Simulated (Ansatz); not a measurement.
CuCl2: energy above lowest point against volume scale

Free energy against uniform scaling of the volume at fixed shape and fractions; periodic cell, basis, potentials, k mesh and filling as listed. The results are calculated, by Ansatz 0.2.0.

The cell before it is scaled or strained (space group P4/mmm, No. 123):
```
CELL_PARAMETERS angstrom
4.52060 0.00000 0.00000
0.00000 4.52060 0.00000
0.00000 0.00000 4.31770
ATOMIC_POSITIONS crystal
Cu 0.00000 0.00000 0.00000
Cl 0.50000 0.00000 0.00000
Cl 0.00000 0.50000 0.00000
```

Settings of every row: functional r2SCAN; dispersion none; potentials PAW; wave cutoff 500 eV; density cutoff 2000 eV; k mesh 7x7x7; k shift 0x0x0; occupations cold; smearing width 0.15 eV; spin none.

Limits: coarse k mesh, up to 40 meV an atom off; odd electron count without spin; the cell comes from a prototype or a list of computed structures and needn't be the stable phase.

| row | volume scale | V (Å³/atom) | energy above lowest point (meV/atom) |
| --- | --- | --- | --- |
| 1 | 0.94 | 27.647 | 5.8 |
| 2 | 0.96 | 28.235 | 1.3 |
| 3 | 0.98 | 28.824 | 0 |
| 4 | 1 | 29.412 | 1.6 |
| 5 | 1.02 | 30 | 5.8 |
| 6 | 1.04 | 30.588 | ? |
| 7 | 1.06 | 31.177 | 20.9 |

Question: what energy above lowest point should row 6 give?

Worked fit of energy above lowest point. Take u = (V_r/V)^(2/3) − 1 with V_r = 29.118 Å³ an atom, which is twice the finite (Eulerian) strain; such expansions in the strain, on which the Birch-Murnaghan equation of state is built, carry the rest volume and the bulk modulus. The shown rows have u = 0.03516, 0.02074, 0.00679, -0.00668, -0.0197, -0.04453. Least squares give energy above lowest point = 0.46 − 119.9 × u + 7678 × u² + 1418 × u³ meV/atom; a parabola predicts inner rows, each left out in turn, worse (root mean square 0.03 against 0.014 meV/atom). All shown rows lie on it to the printed digit. Its lowest point lies at u = 0.0078, or V = 28.78 Å³ an atom, and the curvature there gives the bulk modulus at fixed shape and fractions, B = (4/9)(1 + u)² E″(u)/V = 38.8 GPa. Letting shape and atoms relax would as a rule lower it, by much in layered, chain or molecular crystals. The withheld row has u = -0.0323, so the fit gives 0.46 − 119.9 × (-0.0323) + 7678 × (-0.0323)² + 1418 × (-0.0323)³ = 12.3 meV/atom.

The calculation gave 12.3 meV/atom. The fit meets it to the printed digit.
